**Ru f-channel phase error against the residual-energy wave number**

The table holds the all-electron f phase arctan(rR′/R) of Ru and the pseudo-minus-all-electron error for four f residual-energy wave numbers (4.5, 4.8, 6.1, 7.1 /bohr), from ONCVPSP 4.0.1 with scalar-relativistic LDA-PW92. The program splits each error into the slope of the phase and a normalised potential error W obtained from the Wronskian, and compares W = a(E − 0.06)²(E − 0.36)² with a rigid shift of the curve and with the residual kinetic energy of the second f wave. The output shows that the peak near 3 Ha comes from the steep arctangent acting on a smoothly growing W, and that the −π crossing moves by −0.32, −0.20, −0.01 and +0.01 Ha. For the two low wave numbers W grows with an exponent near 5; the quartic form holds within a factor of two for the base run from 1.26 to 4.14 Ha, overshoots above and fails at −1.98 Ha. The rigid shift does as well or better near the step for these two runs but predicts −0.61 rad at 0.54 Ha for the base, where the table has zero.

Calculated values. ONCVPSP 4.0.1, scalar-relativistic LDA (PW92), Ru pseudopotential with [Kr] core, valence 4d6 5s2 and the d channel as local potential. The f channel has radius 2.3 bohr, two projectors and, in the base run, residual-energy wave number 4.8 /bohr. Phase is unwrapped arctan(rR′/R) just outside the radius; error is pseudo minus all-electron, with multiples of π matched at 0.06 Ha.

## Analysis program

```python
# Table: Ru f-channel phase theta=arctan(rR'/R), all-electron, and pseudo-minus-AE error for four
# f residual-energy wave numbers qc (ONCVPSP 4.0.1, LDA-PW92, scalar-relativistic).
# Tested: error ~ W*|theta'|, W=sin(dphi)/sqrt(phi'ae*phi'ps), phi=arctan(L/c);
# W=a(E-e1)^2(E-e2)^2 against a rigid shift; scaling with the residual kinetic energy.
T = {
    'energy': [-1.98, -1.62, -1.26, -0.9, -0.54, -0.18, 0.18, 0.54, 0.9, 1.26, 1.62, 1.98, 2.34, 2.7, 3.06, 3.42, 3.78, 4.14, 4.5, 4.86],  # Ha
    'phase_f_all_electron': [1.3382, 1.3158, 1.2864, 1.2454, 1.1838, 1.0793, 0.8627, 0.2663, -0.7935, -1.2846, -1.4912, -1.6303, -1.7892, -2.152, -3.5659, -4.3118, -4.5019, -4.59, -4.6454, -4.6873],  # rad
    'run0': [-0.0001, 0.0, -0.0001, 0.0, 0.0, 0.0, 0.0, 0.0, -0.0006, -0.0019, -0.0054, -0.0162, -0.0656, -0.5372, -0.6491, -0.1888, -0.1043, -0.0784, -0.0697, -0.0694],  # rad
    'run1': [-0.0001, -0.0001, -0.0001, 0.0, 0.0, 0.0, 0.0, 0.0, -0.001, -0.0032, -0.009, -0.0289, -0.1358, -1.2879, -0.8339, -0.2643, -0.1558, -0.123, -0.1145, -0.1201],  # rad
    'run2': [0.0, 0.0, 0.0, 0.0, 0.0, 0.0, 0.0, 0.0, -0.0001, -0.0002, -0.0006, -0.0014, -0.004, -0.0194, -0.0476, -0.0081, -0.0013, 0.0013, 0.0033, 0.0057],  # rad
    'run3': [0.0, 0.0, 0.0, 0.0, 0.0, 0.0, 0.0, 0.0, 0.0, 0.0, 0.0, 0.0001, 0.0012, 0.0104, 0.0518, 0.0189, 0.0119, 0.0104, 0.011, 0.0128],  # rad
}
import numpy as np
from scipy.interpolate import CubicSpline as CS
from scipy.optimize import brentq
from scipy.special import spherical_jn as jn
from scipy.constants import physical_constants as pc
Ha = pc['Hartree energy in eV'][0]; pi = np.pi
E = np.array(T['energy'], float); th = np.array(T['phase_f_all_electron'], float)
qs = [4.5, 4.8, 6.1, 7.1]  # settings
err = {q: np.array(T[k], float) for q, k in zip(qs, ['run1', 'run0', 'run2', 'run3'])}
e1, e2, rc = 0.06, 0.36, 2.3  # settings: f projector energies (Ha), f radius (bohr)
KE = {4.5: 0.097, 4.8: 0.0452, 6.1: 0.000837}  # same runs: residual KE of f projector 2, mHa
def sc(t, c):
    n = np.round(t/pi); return n*pi + np.arctan(np.tan(t - n*pi)/c)
def ana(c):
    A = CS(E, sc(th, c)); S = {q: CS(E, sc(th + err[q], c)) for q in qs}
    return A, S, {q: np.sin(S[q](E) - A(E))/np.sqrt(A(E, 1)*S[q](E, 1)) for q in qs}
cross = lambda s, v: brentq(lambda x: float(s(x)) - v, E[0], E[-1])
c = 4.0; A, S, W = ana(c); L = np.tan(th)
dph = -A(E, 1); dth = dph*(c*c + L*L)/(c*(1 + L*L))
print("E/Ha -th' -phi'(rad/Ha) | W/mHa qc=4.5 4.8 6.1 7.1 | rounding floor/mHa (5e-5 rad)")
for i in [0, 2, 4] + list(range(7, len(E))):
    print("%5.2f %5.2f %5.2f |" % (E[i], dth[i], dph[i]),
          " ".join("%7.1f" % (1e3*W[q][i]) for q in qs), "| %.2f" % (0.05/dth[i]))
x = [cross(A, -k*pi/2) for k in range(3)]
print("AE crossings 0,-pi/2,-pi: %.2f %.2f %.2f Ha; gaps %.2f %.2f; linear -pi %.2f"
      % (*x, x[1]-x[0], x[2]-x[1], np.interp(pi, -th, E)))
z = np.array([brentq(lambda t: jn(3, t, True), 4, 5), brentq(lambda t: jn(3, t), 6, 8),
              brentq(lambda t: jn(3, t, True), 8, 9)])**2/(2*rc**2)
print("flat well r=2.3 bohr (j3): gaps %.2f %.2f Ha; free-wave first crossing %.2f Ha"
      % (z[1]-z[0], z[2]-z[1], z[0]))
P = (E - e1)**2*(E - e2)**2; sh = {}; ex = {}; mod = {}
print("qc | -pi cross/Ha, shift Ha (eV) | peak rad @E, last | a/Ha^-3, exponent, rows | rms fit rows: quartic, rigid")
for q in qs:
    sh[q] = cross(S[q], -pi) - x[2]
    w = (E > 1.2) & (E < 2.8); m = w & (abs(err[q]) >= 5e-4)
    a = np.sign(W[q][m][-1])*np.exp(np.mean(np.log(abs(W[q][m]/P[m]))))
    ex[q] = np.polyfit(np.log(E[m] - (e1 + e2)/2), np.log(abs(W[q][m])), 1)[0]
    mq = sc(A(E) + a*P*dph, 1/c) - th; mr = sc(A(E - sh[q]), 1/c) - th; mod[q] = (mq, mr, a)
    k = np.argmax(abs(err[q])); rms = lambda y: np.sqrt(np.mean((y - err[q])[w]**2))
    print("%.1f | %.3f %+.3f (%+.2f) | %+.3f @%.2f %+.3f | %+.2e %.1f %d | %.3f %.3f" % (q, x[2]+sh[q],
          sh[q], sh[q]*Ha, err[q][k], E[k], err[q][-1], a, ex[q], m.sum(), rms(mq), rms(mr)))
print("base: E/Ha, error, quartic, rigid shift (rad; top row extrapolated), W/(aP)")
for i in [0] + list(range(7, len(E))):
    mq, mr, a = mod[4.8]
    print("%5.2f %8.4f %8.4f %8.4f %5.2f" % (E[i], err[4.8][i], mq[i], mr[i], W[4.8][i]/(a*P[i])))
for q in (4.5, 6.1):
    print("qc %.1f/base: W ratio at" % q, " ".join("%.2f:%.3f" % (E[i], W[q][i]/W[4.8][i]) for i in (10, 11, 13, 15)),
          "| KE ratio %.3f sqrt %.3f" % (KE[q]/KE[4.8], (KE[q]/KE[4.8])**.5))
print("base W/mHa at 1.62,2.70,3.78 for c=3;5:",
      "; ".join(" ".join("%.1f" % (1e3*ana(cc)[2][4.8][i]) for i in (10, 13, 16)) for cc in (3., 5.)))
print("max |error| E<=0.54: %.4f rad; qc^2/2/Ha:" % max(abs(err[q][E < 0.6]).max() for q in qs),
      " ".join("%.1f" % (q*q/2) for q in qs))
assert np.all(np.diff(th) < 0)
assert sh[4.5] < sh[4.8] < sh[6.1] < 0 < sh[7.1]
assert all(abs(err[q]).max() < pi/2 and abs(err[q][-1]) < 0.2 for q in qs)
assert 3.5 < ex[4.8] < 6.5 and 3.5 < ex[4.5] < 6.5
```

Output:

```
E/Ha -th' -phi'(rad/Ha) | W/mHa qc=4.5 4.8 6.1 7.1 | rounding floor/mHa (5e-5 rad)
-1.98  0.06  0.12 |    -1.8    -1.8     0.0     0.0 | 0.90
-1.26  0.10  0.17 |    -1.1    -1.1     0.0     0.0 | 0.53
-0.54  0.21  0.27 |     0.0     0.0     0.0     0.0 | 0.23
 0.54  2.69  0.72 |     0.0     0.0     0.0     0.0 | 0.02
 0.90  2.23  1.07 |    -0.4    -0.3    -0.0     0.0 | 0.02
 1.26  0.80  1.45 |    -4.0    -2.4    -0.3     0.0 | 0.06
 1.62  0.43  1.57 |   -20.3   -12.3    -1.4     0.0 | 0.12
 1.98  0.38  1.43 |   -67.9   -40.2    -3.7     0.3 | 0.13
 2.34  0.57  1.33 |  -158.0   -93.0    -6.9     2.1 | 0.09
 2.70  1.85  1.34 |  -273.8  -162.6   -10.2     5.7 | 0.03
 3.06  4.28  1.27 |  -391.8  -236.3   -11.4    12.0 | 0.01
 3.42  0.86  1.05 |  -515.3  -312.9    -9.6    21.5 | 0.06
 3.78  0.33  0.80 |  -642.2  -394.5    -4.0    35.7 | 0.15
 4.14  0.19  0.61 |  -769.7  -478.2     7.1    55.9 | 0.27
 4.50  0.13  0.49 |  -888.6  -560.2    26.0    85.9 | 0.39
 4.86  0.11  0.42 |  -976.4  -624.2    55.4   123.4 | 0.47
AE crossings 0,-pi/2,-pi: 0.63 1.82 2.97 Ha; gaps 1.19 1.15; linear -pi 2.95
flat well r=2.3 bohr (j3): gaps 2.69 2.35 Ha; free-wave first crossing 1.93 Ha
qc | -pi cross/Ha, shift Ha (eV) | peak rad @E, last | a/Ha^-3, exponent, rows | rms fit rows: quartic, rigid
4.5 | 2.658 -0.315 (-8.57) | -1.288 @2.70 -0.120 | -5.88e-03 5.0 5 | 0.244 0.132
4.8 | 2.775 -0.198 (-5.39) | -0.649 @3.06 -0.069 | -3.50e-03 4.9 5 | 0.085 0.087
6.1 | 2.961 -0.011 (-0.31) | -0.048 @3.06 +0.006 | -3.35e-04 3.5 4 | 0.002 0.005
7.1 | 2.983 +0.010 (+0.28) | +0.052 @3.06 +0.013 | +1.25e-04 6.3 2 | 0.001 0.006
base: E/Ha, error, quartic, rigid shift (rad; top row extrapolated), W/(aP)
-1.98  -0.0001  -0.0045  -0.0117  0.02
 0.54   0.0000  -0.0001  -0.6149 -0.00
 0.90  -0.0006  -0.0016  -0.3317  0.37
 1.26  -0.0019  -0.0032  -0.1290  0.58
 1.62  -0.0054  -0.0058  -0.0786  0.91
 1.98  -0.0162  -0.0129  -0.0790  1.19
 2.34  -0.0656  -0.0440  -0.1457  1.30
 2.70  -0.5372  -0.3491  -0.6133  1.22
 3.06  -0.6491  -0.6178  -0.5516  1.03
 3.42  -0.1888  -0.2130  -0.1262  0.85
 3.78  -0.1043  -0.1450  -0.0545  0.70
 4.14  -0.0784  -0.1344  -0.0329  0.57
 4.50  -0.0697  -0.1478  -0.0240  0.47
 4.86  -0.0694  -0.1917  -0.0207  0.38
qc 4.5/base: W ratio at 1.62:1.646 1.98:1.688 2.70:1.684 3.42:1.647 | KE ratio 2.146 sqrt 1.465
qc 6.1/base: W ratio at 1.62:0.113 1.98:0.092 2.70:0.063 3.42:0.031 | KE ratio 0.019 sqrt 0.136
base W/mHa at 1.62,2.70,3.78 for c=3;5: -12.2 -164.4 -395.1; -12.4 -162.3 -394.5
max |error| E<=0.54: 0.0001 rad; qc^2/2/Ha: 10.1 11.5 18.6 25.2
```
